**Fe²⁺ in a tetrahedron of point charges: spin-orbit gap and χT against charge**

The table holds the first excitation and χT at 2, 50 and 300 K for Fe²⁺ among four point charges of −0.65 to −2.5 e, from OpenMolcas CASSCF(3d) with spin-orbit state interaction (ANO-RCC-VDZP, DKH2). The program diagonalises a 25-state ⁵D model, H = Δ·P(T₂) + λL·S + c(L·S)², calibrates λ and c on the quintet levels at −1.0 and −2.0, and fits one Δ per row with Van Vleck χT. All entries are reproduced within 1 %, and the inferred Δ rises to about 2100 cm⁻¹ before falling to about 1300 cm⁻¹ at −2.5; λ stays nearly constant when it is fitted as well. Δ proportional to |q| puts the gap at −2.5 44 % too low, while a|q| − bq² gives a maximum near |q| = 1.7 but is 27 % above the fitted Δ in that row.

Fe²⁺ in a regular tetrahedron of four equal point charges at 1.82 Å, computed with OpenMolcas 26.06: state-averaged CASSCF with six electrons in the five 3d orbitals, ANO-RCC-VDZP, DKH2, point nucleus, and spin-orbit state interaction with atomic mean-field integrals. χT is the powder susceptibility times temperature, by Van Vleck's formula.

## Script

```python
# Table: Fe2+ (3d6) in a tetrahedron of point charges; first excitation and chiT at 2, 50, 300 K;
# OpenMolcas CASSCF(3d) + spin-orbit state interaction, ANO-RCC-VDZP, DKH2.
# Tested: 5D model H = Delta P(T2) + lam L.S + c (L.S)^2 with Van Vleck chiT; how Delta runs with charge.
T = {
    'point_charge': [-2.5, -2.0, -1.5, -1.0, -0.65],  # e
    'gap': [30.7, 25.9, 25.5, 28.2, 31.3],  # 1/cm
    'chi_2': [0.415, 0.444, 0.447, 0.426, 0.415],  # cm3 K/mol
    'chi_50': [3.97, 3.66, 3.64, 3.78, 4.04],  # cm3 K/mol
    'chi_300': [4.19, 3.8, 3.78, 3.96, 4.28],  # cm3 K/mol
}
import numpy as np
from scipy import constants as sc
from scipy.optimize import least_squares as ls, brentq
q = np.array(T['point_charge'], float)
Y = np.array([T[k] for k in ('gap', 'chi_2', 'chi_50', 'chi_300')], float).T
# typed from further outputs of the same runs: 5E-5T2 splitting, quintet levels, lowering, chiT at 5 K
D0 = {-2.0: 2038.62, -1.0: 1727.23}
deg = [1, 3, 2, 3, 1, 3, 3, 2, 3, 3, 1]
lev = {-2.0: [0, 25.854, 51.879, 89.612, 130.144, 1869.675, 2087.730, 2121.616, 2381.966, 2424.037, 2466.995],
       -1.0: [0, 28.173, 56.572, 100.684, 149.669, 1570.710, 1797.251, 1840.324, 2101.390, 2152.615, 2203.025]}
low = {-2.5: 189.33, -2.0: 144.00, -1.5: 142.05, -1.0: 164.17, -0.65: 202.54}
c5 = {-2.5: 1.0373, -2.0: 1.1093, -1.5: 1.1162, -1.0: 1.0640, -0.65: 1.0375}
m = np.arange(2, -3, -1.0); Z = np.diag(m); P = np.diag(np.sqrt(6 - m[1:]*(m[1:] + 1)), 1); I = np.eye(5)
LS = np.kron(Z, Z) + 0.5*(np.kron(P, P.T) + np.kron(P.T, P))
u = (I[0] + I[4])/np.sqrt(2); PT = np.kron(I - np.outer(I[2], I[2]) - np.outer(u, u), I)
ge = abs(sc.value('electron g factor')); kB = sc.k/(sc.h*sc.c*100)
C = sc.N_A*(sc.value('Bohr magneton')*1e3)**2/(sc.h*sc.c*1e9)
eig = lambda D, l, c: np.linalg.eigh(D*PT + l*LS + c*LS@LS)
def obs(D, l, c, k=1.0):
    E, V = eig(D, l, c); E = E - E[0]; out = [E[1]]
    M = (V.T@(k*np.kron(Z, I) + ge*np.kron(I, Z))@V)**2
    dE = E[None, :] - E[:, None]; s = abs(dE) < 1e-4
    for t in (2, 50, 300):
        w = np.exp(-E/(kB*t))
        f = np.where(s, w[:, None]/(kB*t), (w[:, None] - w[None, :])/np.where(s, 1, dE))
        out.append(C*t*(M*f).sum()/w.sum())
    return np.array(out)
row = lambda x: Y[np.argmin(abs(q - x))]
print('N muB^2/hc %.4f cm3 cm-1/mol; spin-only chiT (S=2) %.3f cm3 K/mol' % (C, C/kB*ge**2*2))
print('table rounding up to (%%): gap %.2f, chiT2 %.2f, chiT50 %.2f, chiT300 %.2f' % tuple(100*np.array([.05, .0005, .005, .005])/Y.min(0)))
print('max/min-1 (%%): gap %.1f, chiT2 %.1f, chiT50 %.1f, chiT300 %.1f' % tuple(100*(Y.max(0)/Y.min(0) - 1)))
print('calibration on 25 quintet states, Delta as computed (cm-1)')
cal = []
for x in D0:
    r = lambda p: eig(D0[x], *p)[0] - eig(D0[x], *p)[0][0] - np.repeat(lev[x], deg)
    a = ls(r, [-100, 0.0]); b = ls(lambda p: r([p[0], 0]), [-100]); sh = low[x] + eig(D0[x], *a.x)[0][0]
    k = ls(lambda p: obs(D0[x], *a.x, p[0])[1:]/row(x)[1:] - 1, [1.0]).x[0]; cal.append([*a.x, sh])
    print(' q %.1f: lam %.1f c %.2f rms %.1f worst %.1f shift %.1f k %.3f | c=0: lam %.1f rms %.1f' % (
        x, *a.x, np.sqrt(np.mean(a.fun**2)), abs(a.fun).max(), sh, k, b.x[0], np.sqrt(np.mean(b.fun**2))))
    print('   gap: computed %.2f, 6lam^2/Delta %.1f, full model %.2f, same lam without c %.2f; g~2+4|lam|/Delta %.2f' % (
        lev[x][1], 6*a.x[0]**2/D0[x], obs(D0[x], *a.x)[0], obs(D0[x], a.x[0], 0)[0], 2 - 4*a.x[0]/D0[x]))
l0, c0, s0 = np.mean(cal, 0); G = np.arange(100, 4001, 50.0); g = np.array([obs(d, l0, c0)[0] for d in G])
print('mean lam %.1f c %.2f shift %.1f; model gap peaks at %.1f for Delta about %.0f cm-1' % (l0, c0, s0, g.max(), G[g.argmax()]))
print('q, Delta fitted to row, errors % (gap chiT2 chiT50 chiT300), Delta from lowering, computed Delta')
D1 = []
for x, y in zip(q, Y):
    a = ls(lambda p: obs(p[0], l0, c0)/y - 1, [1700.0], x_scale=500, bounds=(300, 6000)); D1.append(a.x[0])
    dl = brentq(lambda d: s0 - eig(d, l0, c0)[0][0] - low[x], 200, 8000)
    print(' %5.2f %5.0f  %+.1f %+.1f %+.1f %+.1f  %5.0f  %s' % (x, a.x[0], *(100*a.fun), dl,
          '%.0f (fit off %+.1f%%)' % (D0[x], 100*(a.x[0]/D0[x] - 1)) if x in D0 else 'not given'))
print('both free: q, Delta, lam, worst error % | chiT5/chiT2 | |<A1|mu|T1>|^2 from chiT2*gap (spin only %.2f)'.replace('error %', 'error %%') % (2*ge**2))
for x, y in zip(q, Y):
    a = ls(lambda p: obs(p[0], p[1], c0)/y - 1, [1700.0, l0], x_scale=[500, 20])
    print(' %5.2f %5.0f %6.1f %.1f | %.2f | %.1f' % (x, *a.x, 100*abs(a.fun).max(), c5[x]/y[1], y[0]*y[1]/(4*C)))
B = (2*D0[-1.0] - D0[-2.0])/2; A = D0[-1.0] + B
print('Delta(-2)/Delta(-1) %.3f (first order 2); gap ratio %.3f' % (D0[-2.0]/D0[-1.0], lev[-2.0][1]/lev[-1.0][1]))
print('a|q|-b q^2 through the two computed Delta: a %.0f b %.0f cm-1, maximum at |q| %.2f' % (A, B, A/(2*B)))
print('q | linear: Delta, gap err %, chiT300 err % | quadratic: same, Delta vs row fit %')
for x, y, d in zip(q, Y, D1):
    d1, d2 = -x*D0[-1.0], -A*x - B*x*x; e1, e2 = [100*(obs(v, l0, c0)/y - 1) for v in (d1, d2)]
    print(' %5.2f | %5.0f %+.1f %+.1f | %5.0f %+.1f %+.1f %+.0f' % (x, d1, e1[0], e1[3], d2, e2[0], e2[3], 100*(d2/d - 1)))
assert q.min() < q[Y[:, 0].argmin()] < q.max()
assert (np.argsort(Y[:, 0]) == np.argsort(Y[:, 3])).all() and Y[:, 3].min() > 3.01
assert all(abs(c5[x]/y[1] - 2.5) < 0.02 for x, y in zip(q, Y))
assert dict(zip(q, D1))[-2.5] < dict(zip(q, D1))[-2.0]
```

It prints:

```
N muB^2/hc 0.2607 cm3 cm-1/mol; spin-only chiT (S=2) 3.008 cm3 K/mol
table rounding up to (%): gap 0.20, chiT2 0.12, chiT50 0.14, chiT300 0.13
max/min-1 (%): gap 22.7, chiT2 7.7, chiT50 11.0, chiT300 13.2
calibration on 25 quintet states, Delta as computed (cm-1)
 q -2.0: lam -105.1 c -0.89 rms 2.0 worst 4.0 shift 13.8 k 1.001 | c=0: lam -106.5 rms 8.9
   gap: computed 25.85, 6lam^2/Delta 32.5, full model 25.92, same lam without c 22.83; g~2+4|lam|/Delta 2.21
 q -1.0: lam -107.9 c -0.69 rms 0.8 worst 1.7 shift 16.1 k 0.996 | c=0: lam -108.8 rms 6.7
   gap: computed 28.17, 6lam^2/Delta 40.5, full model 28.12, same lam without c 25.98; g~2+4|lam|/Delta 2.25
mean lam -106.5 c -0.79 shift 15.0; model gap peaks at 32.0 for Delta about 900 cm-1
q, Delta fitted to row, errors % (gap chiT2 chiT50 chiT300), Delta from lowering, computed Delta
 -2.50  1314  -0.6 +0.8 +0.4 +0.4   1335  not given
 -2.00  2066  -0.1 -0.0 -0.1 +0.1   2081  2039 (fit off +1.3%)
 -1.50  2132  +0.0 +0.0 -0.0 +0.0   2126  not given
 -1.00  1694  -0.1 +0.3 +0.3 +0.2   1689  1727 (fit off -1.9%)
 -0.65  1210  -0.8 +0.9 +0.3 +0.2   1189  not given
both free: q, Delta, lam, worst error % | chiT5/chiT2 | |<A1|mu|T1>|^2 from chiT2*gap (spin only 8.02)
 -2.50  1345 -107.6 0.1 | 2.50 | 12.2
 -2.00  2068 -106.5 0.1 | 2.50 | 11.0
 -1.50  2135 -106.6 0.0 | 2.50 | 10.9
 -1.00  1718 -107.0 0.1 | 2.50 | 11.5
 -0.65  1233 -107.6 0.0 | 2.50 | 12.5
Delta(-2)/Delta(-1) 1.180 (first order 2); gap ratio 0.918
a|q|-b q^2 through the two computed Delta: a 2435 b 708 cm-1, maximum at |q| 1.72
q | linear: Delta, gap err %, chiT300 err % | quadratic: same, Delta vs row fit %
 -2.50 |  4318 -43.8 -19.1 |  1663 -7.6 -4.9 +27
 -2.00 |  3454 -24.0 -8.2 |  2039 +0.6 +0.4 -1
 -1.50 |  2591 -9.4 -3.5 |  2060 +1.6 +0.7 -3
 -1.00 |  1727 -0.9 -0.2 |  1727 -0.9 -0.2 +2
 -0.65 |  1123 +0.5 +2.0 |  1284 -2.0 -1.2 +6
```
